Q: I ran the magnetisability of hydrogen cyanide at one fixed geometry, with B3LYP in nine basis sets and once with LC-wPBE. Sorted by value, the smallest basis comes first and the largest sits in the middle. What sets this order?

Isotropic magnetisability, its anisotropy and molar susceptibility of HCN, computed with PySCF 2.14.0 at the listed Kohn-Sham levels with GIAOs and density fitting, non-relativistic and in the gas phase. All rows share one PBE0-D3(BJ)/def2-SVP geometry. The anisotropy is the root of half the summed squared differences of the principal values.

```
               level  magnetisability (1e-30 J/T^2)  magnetisability anisotropy (1e-30 J/T^2)  susceptibility (1e-6 cm^3/mol)
          B3LYP/MINI                        -274.10                                    159.80                         -16.510
   B3LYP/aug-cc-pVDZ                        -273.10                                    112.00                         -16.450
  B3LYP/6-31++G(d,p)                        -271.70                                    114.60                         -16.360
     B3LYP/def2-QZVP                        -270.40                                    115.40                         -16.290
     B3LYP/def2-TZVP                        -270.20                                    115.10                         -16.270
       B3LYP/cc-pVTZ                        -268.20                                    114.40                         -16.150
LC-wPBE/aug-pcSseg-2                        -267.30                                    116.10                         -16.100
      B3LYP/def2-SVP                        -262.70                                    111.00                         -15.820
       B3LYP/cc-pVDZ                        -261.80                                    111.50                         -15.770
         B3LYP/3-21G                        -261.80                                    107.00                         -15.770
```

A: The sorted column is an average over three directions, and it has to be taken apart before its order means anything. The magnetisability ξ is the magnetic moment induced per unit field, negative for a diamagnetic molecule, and the listed value is its isotropic mean. The susceptibility is the same quantity per mole, 0.0602 times ξ in these units, so it adds nothing new. Every row is linear closed-shell HCN, which has one value ξ∥ for a field along the axis and a twofold value ξ⊥ across it. The listed anisotropy Δ then equals ξ⊥ − ξ∥, since the runs give ξ∥ as the more negative in every row.

ξ∥ = ξ − (2/3)Δ
ξ⊥ = ξ + (1/3)Δ

Q: What is gained by that?

A: The parallel part has a single ingredient. In general ξ is a diamagnetic term, set by the spread of the ground-state density across the field, plus a paramagnetic term from excited states that the field mixes in through the angular momentum about its direction. The ground state of HCN has no angular momentum about the axis, so a field along it mixes in nothing. What remains measures the width W = ⟨x² + y²⟩ of the electron cloud, summed over all electrons, with z along the axis, e the elementary charge and m the electron mass.

ξ∥ = −(e²/4m) W

With W in units of a₀², the squared Bohr radius, the prefactor is 19.7 in the table's unit of 10⁻³⁰ J/T², which I use from here on. For def2-QZVP:

ξ∥ = −270.4 − (2/3)(115.4) = −347.3
W = 347.3 / 19.7 = 17.6 a₀²

Q: That is one direction of three. Why should it govern the mean?

A: The width enters the other two as well. For a field across the axis the diamagnetic term is −(e²/4m)(W/2 + ⟨z²⟩), with z measured from the centre of mass. The length ⟨z²⟩ can be traded for the axial quadrupole moment Θ of the same runs, in which Z and z_n are the charge and position of each nucleus. Adding the paramagnetic term P, total less diamagnetic, gives the mean.

Θ = e(Σ Z z_n² − ⟨z²⟩ + W/2)
ξ⊥ = ξ∥ + Q + G, with Q = eΘ/4m and G = P − (e²/4m) Σ Z z_n²
ξ = ξ∥ + (2/3)(Q + G)

These are identities of the calculation and test nothing, but they show how a change of shape is passed on when P stays put. If the cloud swells alike in all directions, Θ is unchanged and ξ follows ξ∥ with slope 1. If it widens without lengthening, Q rises by half the change in the size of ξ∥ and the slope is 2/3. The nine rows other than MINI give a fitted slope of 0.73, between the two cases.

Q: Why may P be treated as fixed? I thought the paramagnetic term was the delicate one.

A: Most of it is geometry. A spherical cloud of Z electrons centred on a nucleus at z_n has the same magnetisability wherever the origin lies, so its extra diamagnetic term −(e²/4m) Z z_n² must be cancelled by an equal paramagnetic one. Field-dependent (GIAO) basis functions build in that cancellation atom by atom. The nuclear-frame term is 495.5, or 86% of P at def2-QZVP, and the fixed geometry makes it common to all rows. The remainder G is proportional to minus the rotational g factor, and it measures how far the electrons fail to behave as spheres carried by the nuclei.

That G itself is steady is a finding of the numbers rather than of this argument. Over the nine rows without MINI it spans 3.7, while ξ∥ spans 15.0. The split of Δ into Q and G depends on the origin because HCN is polar, whereas ξ∥ and Δ do not.

Q: So the model is a constant G. How well does it do?

A: One constant, G₀ = 79.8, was fitted to those nine rows, with ξ∥ from the table and Θ from each run; the printed output after this exchange has it row by row. MINI was left out because it has one function per shell and no radial freedom. For cc-pVDZ, a row inside the fit, the quadrupole of 2.223 D Å gives Q = 32.6:

ξ∥ = −261.8 − (2/3)(111.5) = −336.1
ξ = −336.1 + (2/3)(32.6 + 79.8) = −261.2

This misses the table's value by 0.6, about 0.2% of it. The rms residual of the nine rows is 0.7 against a scatter of 4.1 in ξ, and 3-21G is the worst of them. Because ξ∥ comes from the table itself, the residual measures only how much G varies. The result is that ground-state shape carries most of the trend in these rows, with a remainder, well above the rounding, that the model leaves unexplained.

Q: Then why is the cloud narrow in cc-pVDZ?

A: The cleanest comparison is cc-pVDZ with aug-cc-pVDZ, which differ only by added diffuse functions. The width grows by 3.5%, and ξ∥ and ξ⊥ move by −11.6 and −11.1, so the anisotropy barely changes. The diffuse functions let the cloud swell in all directions, somewhat less along the axis than across it, and a small drop in G brings the result close to the slope-1 case. The reason is standard: W weights the density by the square of the distance from the axis, so it rewards the outer tail, which a few compact Gaussians cut off too early.

The tail costs little energy, and the energies of the same runs bear this out. Augmenting cc-pVDZ lowers the energy by 0.007 hartree and moves ξ by −11.3. Going to cc-pVTZ lowers it by 0.031 hartree and moves ξ by only −6.4. A basis that is better for the energy need not be better for the width, which is why the rows do not fall in order of basis size. The three double-zeta sets without diffuse functions have the narrowest clouds and stand at the bottom of the table.

Q: MINI has the fewest functions of all and lies within 1.0 of aug-cc-pVDZ. Is it simply lucky in its tail?

A: No, two large errors cancel in the mean. From aug-cc-pVDZ to MINI, ξ∥ moves by −32.9 and ξ⊥ by +14.9, and since the perpendicular value counts twice the mean hardly stirs. The anisotropy column gives it away, being 38% above def2-QZVP. The MINI cloud is 9.6% wider than that of def2-QZVP, too wide rather than well described. Theory suggests why: functions shaped for free atoms, one per shell, have no means of contracting when bonds form, though no row isolates this.

The constant-G model fails outright on this row, which was outside the fit:

ξ = −380.6 + (2/3)(34.2 + 79.8) = −304.6

The table has −274.1, so the miss is 30.5, or 11% of the value. All of it lies in G, which is 125.6 here. My guess is that the field-dependent phases of so few, overly extended functions describe the induced current badly, but that is untested.

Q: Is aug-cc-pVDZ, the most diamagnetic of the rest, then the best converged?

A: More negative does not mean better converged. It lies 2.7 beyond def2-QZVP, and 1.7 of that comes from a smaller G against only 0.4 from the width. Its width agrees with that of the large basis, while its response to a perpendicular field differs. It and cc-pVDZ have the two smallest values of G in the table, which hints at a limit of their shared valence functions, but this is a guess, and def2-SVP does not show the same dip.

The yardstick has its own limit. def2-QZVP carries no diffuse augmentation, so it is a reference point and not a proven basis limit. Both of its components agree with those of def2-TZVP to about 0.4, which suggests that this family is nearly settled, and I would give the difference of 0.2 between the two means no cause.

Q: And the tie between 3-21G and cc-pVDZ?

A: It is a smaller cancellation of the same kind. In 3-21G the cloud is narrower, with ξ∥ higher by 3.0, but ξ⊥ is lower by 1.5, and twice the latter offsets the former. About the centre of mass this appears as the smallest quadrupole term of the table, 9.5 below def2-QZVP: the cloud narrows without shortening. Moving the origin by a tenth of an ångström would trade 0.9 of that difference between Q and G, so the assignment to Q holds only near this origin.

Q: LC-wPBE opens the orbital gap a great deal. Shouldn't its paramagnetic part shrink?

A: The gap between highest occupied and lowest empty orbital goes from 9.91 eV at B3LYP/def2-QZVP to 13.91 eV, yet G goes only from 80.7 to 79.7. A form G = k/gap, fitted to the eight B3LYP rows without MINI, does worse on them than a constant and misses this row badly. Theory offers two likely reasons. A perpendicular field couples orbitals whose angular momentum about the axis differs by one unit, such as σ with π, so a gap between π and π* orbitals is not a denominator of this response. The runs do not list orbital symmetries, and with diffuse functions the lowest empty orbital may instead be a diffuse σ one, which should couple only weakly to the compact occupied orbitals. An orbital gap with long-range exact exchange is also not an excitation energy, and the coupled response can offset part of its opening.

The row lies 3.1 on the less diamagnetic side of def2-QZVP, and the shift in ξ∥ alone is 2.6, so width again dominates. Functional and basis change together here, so the offset belongs to neither alone. All ten rows also share a rigid gas-phase geometry without vibrational averaging, and agreement among them speaks of the basis, not of the real molecule.

Q: What should I check when I try the next basis?

A: Form ξ∥ and ξ⊥ from the mean and the anisotropy, and accept agreement between two levels only when both components agree. In this table the mean alone would have passed MINI as a match for aug-cc-pVDZ and 3-21G as a match for cc-pVDZ. For HCN in a double-zeta set without diffuse functions, expect too narrow a cloud and a mean about 3% weaker than def2-QZVP, as all three such rows show. Another molecule may well share the direction of the error, but its size has to be checked anew.

The analysis program printed:

```
Magnetisabilities in 1e-30 J/T^2; rounding: iso, A 0.05; par 0.08; perp 0.07; G 0.06
susceptibility = 0.060221 x iso, largest deviation 0.0061 (rounding 0.008) 1e-6 cm3/mol
level                   par    perp  <x2+y2>/a0^2  Q=eTheta/4m    G   gap/eV
B3LYP/MINI            -380.6  -220.8     19.29         34.2    125.6  10.36
B3LYP/aug-cc-pVDZ     -347.8  -235.8     17.63         33.9     78.1   9.80
B3LYP/6-31++G(d,p)    -348.1  -233.5     17.65         34.7     79.9   9.91
B3LYP/def2-QZVP       -347.3  -231.9     17.61         34.7     80.7   9.91
B3LYP/def2-TZVP       -346.9  -231.8     17.59         35.3     79.8  10.04
B3LYP/cc-pVTZ         -344.5  -230.1     17.46         34.8     79.6  10.11
LC-wPBE/aug-pcSseg-2  -344.7  -228.6     17.47         36.4     79.7  13.91
B3LYP/def2-SVP        -336.7  -225.7     17.07         30.8     80.2  10.34
B3LYP/cc-pVDZ         -336.1  -224.6     17.04         32.6     78.9  10.32
B3LYP/3-21G           -333.1  -226.1     16.89         25.2     81.8  10.79
shift from def2-QZVP:   iso     %    par  2/3 Q  2/3 G | iso-A  iso-B  G-k/gap
B3LYP/MINI             -3.7   1.4  -33.3   -0.3   29.9 |  31.2   30.5    47.4
B3LYP/aug-cc-pVDZ      -2.7   1.0   -0.4   -0.5   -1.7 |  -0.7   -1.2    -4.5
B3LYP/6-31++G(d,p)     -1.3   0.5   -0.8   -0.0   -0.5 |   1.1    0.1    -1.7
B3LYP/def2-QZVP         0.0   0.0    0.0    0.0    0.0 |   1.6    0.6    -1.0
B3LYP/def2-TZVP         0.2  -0.1    0.4    0.4   -0.6 |   1.4   -0.0    -0.8
B3LYP/cc-pVTZ           2.2  -0.8    2.9    0.1   -0.8 |   0.9   -0.2    -0.5
LC-wPBE/aug-pcSseg-2    3.1  -1.1    2.6    1.1   -0.7 |   2.1   -0.1    21.5
B3LYP/def2-SVP          7.7  -2.8   10.6   -2.6   -0.4 |  -1.3    0.2     1.9
B3LYP/cc-pVDZ           8.6  -3.2   11.2   -1.4   -1.2 |  -1.0   -0.6     0.5
B3LYP/3-21G             8.6  -3.2   14.2   -6.3    0.7 |  -4.0    1.3     6.8
nine rows without MINI: ranges iso 11.3, par 15.0, A 9.1, Q 11.2, G 3.7
scatter of iso 4.1; model A: A0 113.0, rms 1.8, worst B3LYP/3-21G
model B: G0 79.8, rms 0.7, worst B3LYP/3-21G; MINI misses A by 31.2, B by 30.5
slope of iso on par, nine rows: 0.73 (1/3 if perp fixed, 1 if anisotropy fixed)
G = k/gap on eight B3LYP rows: k 809, rms 3.1; constant G rms 1.0
rank correlation of energy with iso, eight B3LYP rows: 0.47; with MINI 0.03
cc-pVDZ to aug-cc-pVDZ: iso -11.3, par -11.6, perp -11.1, A +0.5, width +3.5%, energy -0.007 Eh
cc-pVDZ to cc-pVTZ: iso -6.4, par -8.3, perp -5.4, A +2.9, width +2.5%, energy -0.031 Eh
def2-SVP to def2-TZVP: iso -7.5, par -10.2, perp -6.1, A +4.1, width +3.0%, energy -0.112 Eh
cc-pVDZ to 3-21G: iso +0.0, par +3.0, perp -1.5, A -4.5, width -0.9%, energy +0.523 Eh
cc-pVDZ to 6-31++G(d,p): iso -9.9, par -12.0, perp -8.9, A +3.1, width +3.6%, energy +0.002 Eh
aug-cc-pVDZ to MINI: iso -1.0, par -32.9, perp +14.9, A +47.8, width +9.5%, energy +0.768 Eh
para minus G: 495.5 to 495.6; nuclear term from g_nuc 495.5 (rounding 0.4), 86% of para at def2-QZVP
G against rotational g: 6-31++G(d,p) 79.9 vs 80.0; def2-SVP 80.2 vs 80.2
MINI against def2-QZVP: width +9.6%, G +56%, A +38%
origin moved 0.1 A: 3-21G minus def2-QZVP, Q and G trade 0.9 of Q shift -9.5
```
